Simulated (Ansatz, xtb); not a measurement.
# Relative energy of two isomers of C4H10F2Si

We compare X, `C[C@H](CF)C[SiH2]F`, a singlet, with Y, `CC[C@@H](F)[C@@H](F)[SiH3]`, a singlet. Both are isolated molecules in the gas phase, relaxed with B3LYP/def2-SVP; each stands in its lowest conformer found.

Quicker runs give these differences E(Y) − E(X): GFN2-xTB +179.0 kJ/mol; HF/STO-3G +72.7 kJ/mol (at GFN2-xTB geometries); r2SCAN-D4/def2-SVP +198.5 kJ/mol (at GFN2-xTB geometries).

Q: Estimate E(Y) − E(X) at the level CCSD(T)/def2-SVP + ΔMP2/def2-TZVPP.

A: Calculated at CCSD(T)/def2-SVP + ΔMP2/def2-TZVPP: E(Y) − E(X) = +224.9 kJ/mol, so structure X lies lower.

Level by level:

```
                             level        geometry  E(Y) − E(X) (kJ/mol)  departure from the last row (kJ/mol)  job, with rough time for the two
                          GFN2-xTB        GFN2-xTB                  +179.0                                 −45.9              optimisation, 0.31 s
                         HF/STO-3G        GFN2-xTB                   +72.7                                −152.3              single point, 0.48 s
                r2SCAN-D4/def2-SVP        GFN2-xTB                  +198.5                                 −26.4               single point, 5.3 s
                    B3LYP/def2-SVP  B3LYP/def2-SVP                  +190.3                                 −34.6                optimisation, 53 s
                       HF/def2-SVP  B3LYP/def2-SVP                  +201.6                                 −23.3           part of the CCSD(T) run
                      MP2/def2-SVP  B3LYP/def2-SVP                  +220.2                                  −4.8           part of the CCSD(T) run
                  CCSD(T)/def2-SVP  B3LYP/def2-SVP                  +205.2                                 −19.7                      single point
CCSD(T)/def2-SVP + ΔMP2/def2-TZVPP  B3LYP/def2-SVP                  +224.9                                                   single point, 2.3 min
```

As drawn, Y has 1 C–F, 1 Si–H in place of 1 F–Si, 1 C–H.

The levels shown agree on the order. The largest departure from CCSD(T)/def2-SVP + ΔMP2/def2-TZVPP is that of HF/STO-3G, 152.3 kJ/mol. The last row adds to CCSD(T) the change of the MP2 difference between the two basis sets, here +19.7 kJ/mol, a large step that makes the value less sure.

With thermal terms from frequencies at re-optimised GFN2-xTB minima (ideal gas, soft modes damped towards free rotors, one conformer each, 298.15 K, 1 atm): on the last row, ΔE + ΔZPE = +214.8, ΔH = +216.0, ΔG = +213.6 kJ/mol.

The correlated steps freeze 11 core orbitals. Run with Ansatz 0.2.0, xtb 6.7.1; the last row on 4 threads of Arm Neoverse V1 on a shared host.

X is strongly favoured, and the preference survives the thermal terms, with ΔG still at +213.6 kJ/mol. The main reason is where the second fluorine sits. Going from X to Y gives up a Si–F and a C–H bond for a C–F and a Si–H bond, and Si–F is exceptionally strong because silicon is much more electropositive than carbon and can accept fluorine lone-pair density into its σ* orbitals. The vicinal fluorines and the different carbon skeleton probably contribute far less.

HF/STO-3G gets the sign right but misses most of the gap, whereas HF/def2-SVP gives +201.6 kJ/mol. This points to the minimal basis rather than missing correlation: without polarisation functions, it describes the compact, polar Si–F bond poorly. Zero-point energy narrows the gap somewhat, as expected when a stiff C–H bond is replaced by a softer Si–H bond. The energy difference says nothing about the barrier to fluorine migration from carbon to silicon, so Y could still be kinetically persistent.
